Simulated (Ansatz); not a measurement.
Zr$_{3}$S$_{2}$ (R32), a film clamped to a substrate

The calculation used Ansatz, DFT PBEsol, scalar-relativistic, plane waves, PAW. The runs took a 420 eV cutoff, a Γ-centred 12×12×12 mesh and Gaussian smearing (0.15 eV). No spin polarisation. Energies are free energies at this smearing, counted from the undisturbed cell; pressure is positive in compression.

Zero of the scan (relaxed at this level; it needn't be the usual structure):

```
CELL_PARAMETERS angstrom
2.86457 1.65386 3.43470
-2.86457 1.65386 3.43470
0.00000 -3.30772 3.43470
ATOMIC_POSITIONS crystal
Zr 0.16184 0.83816 0.50000
Zr 0.50000 0.16184 0.83816
Zr 0.83816 0.50000 0.16184
S 0.33496 0.33496 0.33496
S 0.66504 0.66504 0.66504
```

The cell (5 atoms, V0 = 97.63 Å³) is strained by p along both x and y and by q along z, fractional coordinates fixed. τp = (1/V0) ∂E/∂p = (σxx + σyy)(1 + p)(1 + q) and τq = (1/V0) ∂E/∂q = σzz(1 + p)², with tension positive.

| p | q | ΔE (meV/atom) | τp (GPa) | τq (GPa) |
| --- | --- | --- | --- | --- |
| 0.000 | 0.000 | 0.00 | 0.07 | 0.01 |
| -0.025 | 0.000 | 22.78 | -15.47 | -5.28 |
| 0.025 | 0.000 | 20.63 | 13.07 | 4.63 |
| 0.000 | -0.025 | 8.80 | -5.17 | -5.93 |
| 0.000 | 0.025 | 8.00 | 4.72 | 5.12 |

Question: Get the second derivatives of the energy density.

Answer: Central differences give A = ∂τp/∂p = 571 GPa (C11 + C22 + 2 C12), C = ∂τq/∂q = 221 GPa (C33) and the cross term B = ∂τq/∂p = 198 GPa (C13 + C23); ∂τp/∂q = 198 GPa must equal B, and any difference shows higher-order terms. The ions are clamped.

Question: A film of this crystal grows with z along the normal on a substrate that imposes p. How does its thickness respond, and what does the misfit cost?

Answer: Count p and q from the stress-free cell. A free surface needs τq = 0, so q = −(B/C) p = -0.90 p. The energy density left is (A − B²/C) p²/2 = M p², with the biaxial modulus M = 196 GPa; a misfit of 1 % costs 2.39 meV/atom, against 3.48 meV/atom if the thickness were held.

Forces appear on the atoms along this scan, and letting them relax would lower the energy and soften the response. In a metal these slopes depend on the k mesh and the smearing.

Stretching the film in its plane thins it by 0.90 p, which is too little to conserve volume, and this freedom lowers the cost of a 1 % misfit from 3.48 to 2.39 meV/atom. The geometry explains the strong coupling. Close-packed Zr sheets alternate with partly filled S sheets, and each S sits in a trigonal prism of Zr, as in a WC-type sulfide with ordered S vacancies. The slanted Zr–S bonds carry load both in the plane and along z, so thinning partly restores bond lengths that in-plane tension has stretched. There is no van der Waals gap to absorb the strain, in line with the sizeable C33. That A far exceeds C is no measure of anisotropy, since A combines two in-plane directions and their coupling. Along both strain paths compression costs more than equal extension, as expected from steepening short-range repulsion, so the single modulus M averages over the sign of the misfit. The scan doesn't show at what thickness misfit dislocations would become cheaper than coherent strain.
